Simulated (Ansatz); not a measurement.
**Ionic part of the dielectric constant of BP at 50 GPa, mode by mode**

Level of theory: DFT LDA, scalar-relativistic, plane waves, PAW in Ansatz. Plane waves to 420 eV; Γ-centred k mesh 12×12×12; fixed occupations. No spin polarisation. Phonons by linear response, acoustic sum rule imposed.

Symmetry: F-43m, No. 216, cubic system. The conventional cell has a = 4.204 Å, b = 4.204 Å, c = 4.204 Å, α = 90.00°, β = 90.00°, γ = 90.00°. B (site symmetry -43m) is surrounded by 4 P at 1.82 Å. Around P (site symmetry -43m) lie 4 B at 1.82 Å.

Other phases may be more stable at this pressure. The bands were filled as in an insulator; under compression the gap may have closed between mesh points.

The primitive cell has V = 18.58 Å³ and ε∞,zz = 9.191. Each polar mode adds Δε = (4.92064×10⁷/V)·S/ν² along z, with S its oscillator strength in e²/amu, ν in cm⁻¹ and V in Å³.

**Question.** From these modes, find each Δε and ε0,zz.
| ν (cm⁻¹) | S_zz (e²/amu) |
| --- | --- |
| 997.0 | 0.2102 |

**Answer.**
| ν (cm⁻¹) | Δε |
| --- | --- |
| 997.0 | 0.56 |

The sum is 0.560, so ε0,zz = 9.75; the run's tensor has 9.75.

**Question.** Where do the longitudinal modes lie for a wave vector along z?

**Answer.** At 1027 cm⁻¹. The Lyddane–Sachs–Teller product Π(ν_LO/ν_TO)² = 1.06 matches ε0/ε∞ = 1.06.

Cost: 1 run of about 0.43 core-minutes, on Arm Neoverse V2 (shared hosts).

Electronic polarisation dominates the static response of compressed BP: the lattice adds only 0.56 to an ε∞ of 9.191. Boron and phosphorus differ little in electronegativity and share strongly covalent sp³ bonds, so the optical displacement probably carries only a modest dynamical charge for its stiffness. The short, stiff bonds and light boron put the transverse mode at 997.0 cm⁻¹, and the inverse-square dependence on frequency further suppresses the ionic term. A light reduced mass does not by itself make that term small, because it raises the oscillator strength and the squared frequency together; what matters is the balance between dynamical charge and restoring force.

The same weak polar coupling, screened by the large electronic response, keeps the longitudinal mode close by, at 1027 cm⁻¹. Cubic symmetry makes the zz result valid for every field direction. Since the oscillator strength depends on the square of the dynamical charge, it cannot show which sublattice carries the positive effective charge.
